Light drives two kinds of electronic motion in this metallic SbP cell. Electrons in partly filled bands can be accelerated freely within their band. Electrons can also be lifted from one band to another, which takes a definite energy. The imaginary part of the dielectric function measures absorption. The real part measures how far the charge moves in step with the field (positive contributions) or against it (negative ones). The label xx stands for a field in the hexagonal plane, zz for a field along the c axis.

Dielectric function of SbP (2 atoms per cell, P-6m2, a = 3.704 Å, c = 3.633 Å), computed with Ansatz 0.2.0 using PBEsol and scalar-relativistic plane-wave PAW, without spin polarisation. Independent particles without local fields, undamped Drude term included; cutoff 420 eV, optics k mesh 21×21×20, Fermi-Dirac smearing 0.15 eV, Gaussian broadening 0.1 eV. The yy components equal xx.

| photon energy (eV) | dielectric imaginary xx | dielectric imaginary zz | dielectric real xx | dielectric real zz |
| --- | --- | --- | --- | --- |
| 0.1 | 12.9 | 6.60 | -4620 | -12300 |
| 0.3 | 6.60 | 11.6 | -484 | -1260 |
| 0.5 | 13.7 | 89.2 | -150 | -383 |
| 0.7 | 16.4 | 87.7 | -64.8 | -200 |
| 0.9 | 17.1 | 82.2 | -30.2 | -110 |
| 1.1 | 18.3 | 96.0 | -13.5 | -80.6 |
| 1.3 | 18.0 | 87.7 | -6.91 | -90.6 |
| 1.5 | 16.4 | 60.7 | 0.58 | -86.4 |
| 1.7 | 17.6 | 38.3 | 5.37 | -77.0 |
| 1.9 | 20.0 | 26.0 | 8.02 | -61.9 |
| 2.1 | 21.4 | 18.5 | 7.34 | -51.5 |
| 2.3 | 20.4 | 13.6 | 9.01 | -42.6 |
| 2.5 | 22.5 | 10.5 | 10.5 | -35.6 |
| 2.7 | 22.9 | 8.47 | 12.4 | -29.9 |
| 2.9 | 33.2 | 7.01 | 22.9 | -25.3 |
| 3.1 | 51.5 | 6.44 | -2.89 | -21.3 |
| 3.3 | 35.9 | 6.15 | -15.1 | -18.6 |
| 3.5 | 26.8 | 6.34 | -16.4 | -16.4 |
| 3.7 | 22.6 | 6.16 | -13.8 | -15.6 |
| 3.9 | 19.5 | 4.88 | -17.4 | -14.2 |
| 4.1 | 14.3 | 4.25 | -15.8 | -12.6 |
| 4.3 | 11.6 | 3.81 | -13.9 | -11.1 |
| 4.5 | 9.91 | 4.05 | -12.6 | -9.40 |
| 4.7 | 8.62 | 4.39 | -11.2 | -9.41 |
| 4.9 | 7.95 | 4.32 | -10.6 | -8.84 |
| 5.1 | 6.77 | 3.86 | -9.87 | -8.50 |
| 5.3 | 5.87 | 3.45 | -9.32 | -8.24 |
| 5.5 | 4.95 | 2.89 | -8.52 | -7.66 |
| 5.7 | 4.26 | 2.49 | -7.62 | -7.02 |
| 5.9 | 4.09 | 2.32 | -7.07 | -6.20 |
| 6.1 | 3.51 | 2.51 | -6.60 | -5.78 |
| 6.3 | 3.03 | 2.44 | -5.98 | -5.53 |
| 6.5 | 2.66 | 2.38 | -5.17 | -5.38 |
| 6.7 | 3.04 | 2.08 | -4.68 | -5.19 |
| 6.9 | 2.80 | 1.88 | -4.53 | -4.86 |
| 7.1 | 2.67 | 1.71 | -4.21 | -4.59 |
| 7.3 | 2.70 | 1.59 | -4.01 | -4.28 |
| 7.5 | 2.43 | 1.48 | -3.95 | -4.03 |
| 7.7 | 2.22 | 1.44 | -3.66 | -3.74 |
| 7.9 | 2.13 | 1.48 | -3.41 | -3.63 |

### 0.1 to 0.3 eV: why is the real part so strongly negative?

A free electron has no restoring force, only inertia. In an oscillating field its displacement therefore gives a polarisation against the field, and the slower the oscillation, the farther the electron travels. This gives the Drude term −Ωp²/E², where E is the photon energy and Ωp the plasma energy set by the free carriers. Along c the same calculation has Ωp = 11.13 eV, so at 0.1 eV the term is −(11.13/0.1)², about −12400, against −12300 in the table. The Drude term is built into the calculation, so the agreement tells which part dominates and is no test of the theory.

The real part at 0.1 eV is about 2.7 times as large along c as in the plane, and so is Ωp². Both directions share the same Fermi surface. The ratio therefore compares mean squared velocities: for electrons at the Fermi level, the velocity component along c is about 1.6 times as large, in the root mean square, as the component along any one direction in the plane.

### The same rows: does weak absorption mean a transparent solid?

It doesn't. The imaginary columns hold only transitions between bands, because the free carriers are treated as moving without friction. In a real sample they scatter, which adds absorption that grows towards low energy. The large negative real part also keeps the wave from penetrating, so the material reflects infrared light. An undoped semiconductor with a gap well above 0.3 eV would look quite different here, with a positive, nearly flat real part and no interband absorption.

### 0.5 to 1.5 eV: why does real zz dip a second time?

Absorption along c is strong in this stretch, with a mean imaginary part of 84 against 17 in the plane. Real zz first climbs as the free-carrier term fades, then falls back from −80.6 at 1.1 eV to −90.6 at 1.3 eV. Free carriers alone would have made it rise.

The dip comes from the interband transitions. A bound charge driven below its resonance follows the field; driven above it, it moves against the field. The Kramers-Kronig relations express this link between absorption and the real part for any spectrum. With the Drude term taken away, the rest of real zz changes from +22 at 1.1 eV to −17 at 1.3 eV, as the photon energy moves past the highest absorption, near 1.1 eV.

### 1.3 to 3.3 eV: why does real xx change sign twice?

The first change is a balance of two parts. At 1.3 eV the free carriers contribute −28 and everything else +21. At 1.5 eV the free-carrier term has shrunk to −21, the rest has hardly moved, and the sum is just above zero. A zero of the real part can mark a plasmon, a collective oscillation of the electrons, but a sharp one also needs weak absorption. Here the imaginary part is still about 16, so the oscillation would be heavily damped.

The second change belongs to the absorption peak at 3.1 eV. Between 2.9 and 3.1 eV the part without free carriers drops from 28 to 2, while the Drude term changes by less than one unit. The carriers only bring the crossing forward a little, since the rest turns negative by 3.3 eV anyway. A likely cause of the peak is a pair of bands that run nearly parallel, so that many transitions share one energy; this has not been tested here.

### Across the spectrum: how can weaker transitions screen more?

From 2.1 eV upwards the plane absorbs more than the c axis in every row. Summed over the bands that were solved, the interband strength along c is only about 0.75 times that in the plane. Yet its contribution to the real part at zero photon energy is 1.9 times as large.

The resolution lies in where the strength sits. A transition of low energy corresponds to a soft spring, and a static field stretches a soft spring farther. For equal strength, the static response falls as the inverse square of the transition energy. Along c much of the absorption lies below 2 eV, so a smaller interband strength polarises more easily.

### 5.9 to 7.9 eV: why do the two directions nearly agree?

Well above the energy of a transition, the field reverses too quickly for the spring to matter, and the bound charge responds almost like free charge. By 7.9 eV the photon energy has passed most of the strength held by the solved bands. Together with the free carriers, these bands hold a strength close to 11 of the 20 electrons treated per cell in both directions. The remaining strength lies in transitions to higher bands, which these photon energies do not reach. Free carriers hold 35 % of the solved sum along c and 13 % in the plane, so the two directions differ mainly in how they divide a similar total. Accordingly the real parts, which differed by a factor of 2.7 at 0.1 eV, lie within 15 % of each other in this last stretch. The agreement is incomplete because part of the interband strength lies above these photon energies or not far enough below them, so the springs still count.

### All rows: which features can be trusted, and what would change them?

The strong low-energy absorption along c and the fall of real xx near 3.1 eV are large features of this calculated spectrum. The sign of real xx at 1.5 eV is less certain, because two terms of about 21 nearly cancel there. An error of one unit in either could flip it, though the crossing itself would move by only a few hundredths of an electronvolt. The ripple of imaginary zz between 82 and 96 from 0.5 to 1.1 eV is also less secure, because the result is sensitive to the k mesh. At 0.1 and 0.3 eV, smearing and broadening blur the imaginary part on the scale of the photon energy itself. A smaller broadening should make the 3.1 eV peak somewhat taller and narrower while nearly keeping its area, but it would also bring out more noise from the finite k mesh. Spin–orbit coupling, which is left out, is appreciable for antimony and could shift the low-energy transitions by some tenths of an electronvolt. PBEsol band energies also differ from measured excitation energies, so the peak at 3.1 eV could lie elsewhere in an experiment.

A change of structure could matter more. Each atom here has six equal Sb–P contacts, whereas solids of group 15 elements often prefer three short bonds and three long ones. Such a distortion usually reduces the overlap of filled and empty bands. Fewer or slower carriers would then weaken the Drude term, and strength would move from free motion to interband absorption. Whether this cell would distort has not been tested, so the spectrum should be read as that of the imposed structure.

The printed analysis below separates the free-carrier term from the rest for the rows discussed.

Numerical output:

```
Rows in which imaginary zz exceeds imaginary xx: 9
Mean imaginary xx from 0.5 to 1.5 eV: 16.65
Mean imaginary zz from 0.5 to 1.5 eV: 83.92
Photon energy of the largest imaginary xx in eV: 3.1
Ratio of real zz to real xx at 0.1 eV: 2.662
Ratio of squared Drude plasma energies zz to xx: 2.656
Drude term xx at 0.1 eV: -4666
Drude term zz at 0.1 eV: -12392
Drude term zz at 1.1 and 1.3 eV: -102.4, -73.33
Real zz without Drude term at 1.1 and 1.3 and 1.5 eV: 21.82, -17.27, -31.32
Drude term xx at 1.3 and 1.5 eV: -27.61, -20.74
Real xx without Drude term at 1.3 and 1.5 eV: 20.7, 21.32
Drude term xx at 2.9 and 3.1 eV: -5.549, -4.856
Real xx without Drude term at 2.9 and 3.1 and 3.3 eV: 28.45, 1.966, -10.81
Loss function xx at 1.5 eV: 0.0609
Ratio of static interband real part zz to xx: 1.894
Ratio of interband strength zz to xx: 0.7528
Total strength xx in electrons per cell: 10.9
Total strength zz in electrons per cell: 10.98
Free-carrier share of total strength xx in percent: 13.41
Free-carrier share of total strength zz in percent: 35.33
Ratio of real zz to real xx at 7.9 eV: 1.065
Stated Drude error in real zz at 0.1 eV: 55.76
```
